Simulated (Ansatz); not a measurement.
## Sr: energy above lowest point against volume scale

Free energy against uniform scaling of the volume at fixed shape and fractions; periodic cell, basis, potentials, k mesh and filling as listed. The results are calculated, by Ansatz 0.2.0.

The cell before it is scaled or strained (space group Fm-3m, No. 225):
```
Sr
1.0
      0.0000     3.0424     3.0424
      3.0424     0.0000     3.0424
      3.0424     3.0424     0.0000
Sr
1
Direct
  0.00000 0.00000 0.00000
```

Settings of every row: functional PBE; dispersion none; potentials PAW; wave cutoff 489.8 eV; density cutoff 1959.2 eV; k mesh 7x7x7; k shift 0x0x0; occupations fermi dirac; smearing width 0.05 eV; spin none.

Limits: coarse k mesh, up to 40 meV an atom off.

| row | volume scale | V (Å³/atom) | energy above lowest point (meV/atom) |
| --- | --- | --- | --- |
| 1 | 0.88 | 49.563 | 20.7 |
| 2 | 0.92 | 51.816 | 6.2 |
| 3 | 0.96 | 54.069 | 0 |
| 4 | 1 | 56.322 | 0.7 |
| 5 | 1.04 | 58.575 | ? |
| 6 | 1.08 | 60.828 | 18.8 |
| 7 | 1.12 | 63.081 | 34.7 |

Question: what energy above lowest point should row 5 give?

Worked fit of energy above lowest point. Take u = (V_r/V)^(2/3) − 1 with V_r = 55.196 Å³ an atom, which is twice the finite (Eulerian) strain; such expansions in the strain, on which the Birch-Murnaghan equation of state is built, carry the rest volume and the bulk modulus. The shown rows have u = 0.0744, 0.04303, 0.01385, -0.01337, -0.06272, -0.08517. Least squares give energy above lowest point = −0.47 − 26.9 × u + 4345 × u² − 2166 × u³ meV/atom; a parabola predicts inner rows, each left out in turn, worse (root mean square 0.33 against 0.082 meV/atom). All shown rows lie on it to the printed digit. Its lowest point lies at u = 0.0031, or V = 54.94 Å³ an atom, and the curvature there gives the bulk modulus at fixed shape and fractions, B = (4/9)(1 + u)² E″(u)/V = 11.3 GPa. The withheld row has u = -0.03884, so the fit gives −0.47 − 26.9 × (-0.03884) + 4345 × (-0.03884)² − 2166 × (-0.03884)³ = 7.3 meV/atom.

The calculation gave 7.3 meV/atom. The fit meets it to the printed digit.
